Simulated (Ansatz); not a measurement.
Ir: the change of pressure and energy less free atoms with volume scale

Periodic Kohn-Sham DFT of a crystal at fixed atoms, scaled to volume_scale times the given cell; pressure positive in compression, energy less spherical unpolarised free atoms, largest_vzz the field gradient of largest size among the nuclei. The results are calculated, by Ansatz 0.2.0.

The cell before it is scaled or strained (space group Fm-3m, No. 225):
```
Ir
1.0
      0.0000     1.9197     1.9197
      1.9197     0.0000     1.9197
      1.9197     1.9197     0.0000
Ir
1
Direct
  0.00000 0.00000 0.00000
```

Settings of every row: method all-electron LAPW; functional PBEsol; relativity scalar; k mesh 15x15x15; filling fermi-dirac; smearing width 0.05 eV; basis error target 0.5 meV/atom; nucleus gaussian.

Atom start moment: 0 on all atoms.

Limits: no spin-orbit coupling on heavy atoms.

| row | volume scale | V (Å³/atom) | pressure (GPa) | energy less free atoms (eV/atom) |
| --- | --- | --- | --- | --- |
| 1 | 0.94 | 13.3 | 24.13 | -10.1456 |
| 2 | 0.9405 | 13.307 | 23.863 | -10.1467 |
| 3 | 0.96 | 13.583 | 14.04 | -10.1791 |
| 4 | 0.98 | 13.866 | 5.097 | -10.1959 |
| 5 | 0.99 | 14.008 | 1.016 | -10.1986 |
| 6 | 1 | 14.149 | -2.825 | -10.1977 |
| 7 | 1.01 | 14.291 | -6.44 | -10.1936 |
| 8 | 1.02 | 14.432 | ? | ? |
| 9 | 1.04 | 14.715 | -16.045 | -10.1635 |
| 10 | 1.06 | 14.998 | -21.526 | -10.1302 |

Question: what pressure and energy less free atoms should row 8 give?

Worked fit of pressure. Take u = (V_r/V)^(2/3) − 1 with V_r = 14.008 Å³ an atom, which is twice the finite (Eulerian) strain; such expansions in the strain, on which the Birch-Murnaghan equation of state is built, carry the rest volume and the bulk modulus. The shown rows have u = 0.03518, 0.03482, 0.02075, 0.00682, 0, -0.00665, -0.01325, -0.03229, -0.0445. Least squares give pressure = 1.0068 + 587.61 × u + 1910.65 × u² + 1926 × u³ GPa; a parabola predicts inner rows, each left out in turn, worse (root mean square 0.03 against 0.0097 GPa). The rows lie off it by 0.003, -0.002, 0.000, -0.007, 0.009, -0.008, 0.008, -0.005, 0.002 (root mean square 0.0058 GPa). The pressure vanishes at u = -0.0017, or V = 14.04 Å³ an atom, and there the bulk modulus at fixed shape and fractions is B = −V dP/dV = (2/3)(1 + u) dP/du = 387 GPa. The withheld row has u = -0.01968, so the fit gives 1.0068 + 587.61 × (-0.01968) + 1910.65 × (-0.01968)² + 1926 × (-0.01968)³ = -9.832 GPa.

The calculation gave -9.841 GPa. The fit lies 0.009 GPa (0.02 % of the column's range) above it; its largest miss of a shown row is 0.009 GPa.

Worked fit of energy less free atoms. Take u = (V_r/V)^(2/3) − 1 with V_r = 14.008 Å³ an atom, which is twice the finite (Eulerian) strain; such expansions in the strain, on which the Birch-Murnaghan equation of state is built, carry the rest volume and the bulk modulus. The shown rows have u = 0.03518, 0.03482, 0.02075, 0.00682, 0, -0.00665, -0.01325, -0.03229, -0.0445. Least squares give energy less free atoms = −10.19856 + 0.1318 × u + 38.341 × u² + 19.4 × u³ eV/atom; a parabola predicts inner rows, each left out in turn, worse (root mean square 0.00029 against 5.3e-05 eV/atom). All shown rows lie on it to the printed digit. Its lowest point lies at u = -0.0017, or V = 14.04 Å³ an atom, and the curvature there gives the bulk modulus at fixed shape and fractions, B = (4/9)(1 + u)² E″(u)/V = 386 GPa. The withheld row has u = -0.01968, so the fit gives −10.19856 + 0.1318 × (-0.01968) + 38.341 × (-0.01968)² + 19.4 × (-0.01968)³ = -10.1865 eV/atom.

The calculation gave -10.1864 eV/atom. The fit lies 0.0001 eV/atom (0.15 % of the column's range) below it, one unit of the last digit.
